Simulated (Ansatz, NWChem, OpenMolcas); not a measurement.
Abstraction of Cl: GeH3Cl + C2H3O → GeH3 + C2H3ClO

Species: GeH3Cl (chlorogermane) `[Cl][GeH3]`, singlet; C2H3O (acetyl radical) `C[C]=O`, doublet; GeH3 `[GeH3]`, doublet; C2H3ClO (acetyl chloride) `CC(=O)Cl`, singlet. A radical takes Cl: the energy is the difference in strength between the Ge–Cl bond broken and the C–Cl bond made.

Shapes, held fixed at every level: PBE0-D4/def2-TZVP. Programs: Ansatz 0.2.0, NWChem 7.3.0, OpenMolcas 26.06. A level may come from different programs for different species; with the same settings they agree closely. The zero-point and thermal change to 298 K, harmonic and unscaled (PBE0-D4/def2-TZVP), is -0.5 kJ/mol.

```json
{"level": "SPW92/def2-TZVPP", "kind": "LDA", "ΔH(298 K) (kJ/mol)": "+24.3", "less CCSD(T)/def2-TZVPP": "-32.4"}
{"level": "PBE-D4/def2-TZVPP", "kind": "GGA", "ΔH(298 K) (kJ/mol)": "+37.3", "less CCSD(T)/def2-TZVPP": "-19.4"}
{"level": "B3LYP/6-31G* (spherical functions)", "kind": "global hybrid", "ΔH(298 K) (kJ/mol)": "+44.4", "less CCSD(T)/def2-TZVPP": "-12.3"}
{"level": "B3LYP-D4/def2-TZVPP", "kind": "global hybrid", "ΔH(298 K) (kJ/mol)": "+52.6", "less CCSD(T)/def2-TZVPP": "-4.1"}
{"level": "wB97X-V/def2-TZVPP", "kind": "range-separated hybrid", "ΔH(298 K) (kJ/mol)": "+61.9", "less CCSD(T)/def2-TZVPP": "+5.2"}
{"level": "MP2/def2-TZVPP", "kind": "perturbation theory", "ΔH(298 K) (kJ/mol)": "+50.8", "less CCSD(T)/def2-TZVPP": "-5.9"}
{"level": "CCSD/def2-SVP", "kind": "coupled cluster or CI", "ΔH(298 K) (kJ/mol)": "+50.3", "less CCSD(T)/def2-TZVPP": "-6.4"}
{"level": "CCSD(T)/def2-TZVPP", "kind": "coupled cluster or CI", "ΔH(298 K) (kJ/mol)": "+56.7", "less CCSD(T)/def2-TZVPP": "0.0"}
```

The highest level, CCSD(T)/def2-TZVPP, gives ΔH(298 K) = +56.7 kJ/mol; the levels span +24.3 to +61.9. The column of differences is taken from that level and isn't an error. No measured value is set beside it here. Open shells run unrestricted unless RO is named. Relativity is left out for Ge unless named. Correlated rows may include outer-core shells of Ge, which these sets cover unevenly.

Every level makes chlorine transfer from chlorogermane to the acetyl radical endothermic, by +56.7 kJ/mol at CCSD(T), so the Ge–Cl bond is the stronger of the two. The main reason is bond polarity: germanium is much more electropositive than carbon, and the large ionic contribution to Ge–Cl outweighs the better orbital overlap in the shorter C–Cl bond. The acetyl radical also gains less from binding chlorine because its unpaired electron is already stabilised by interaction with the carbonyl oxygen.

The sign is secure across the methods, but the size is not. The energy rises from LDA through the GGA and global hybrids to the range-separated hybrid, probably because the approximate functionals describe the two unlike bonds unevenly, so that their errors don't cancel. LDA recovers less than half of the coupled-cluster value.

In the reverse direction, chlorine abstraction from acetyl chloride by the germyl radical is exothermic, in keeping with the known affinity of germyl radicals for halogens, though these reaction energies say nothing about the barrier.
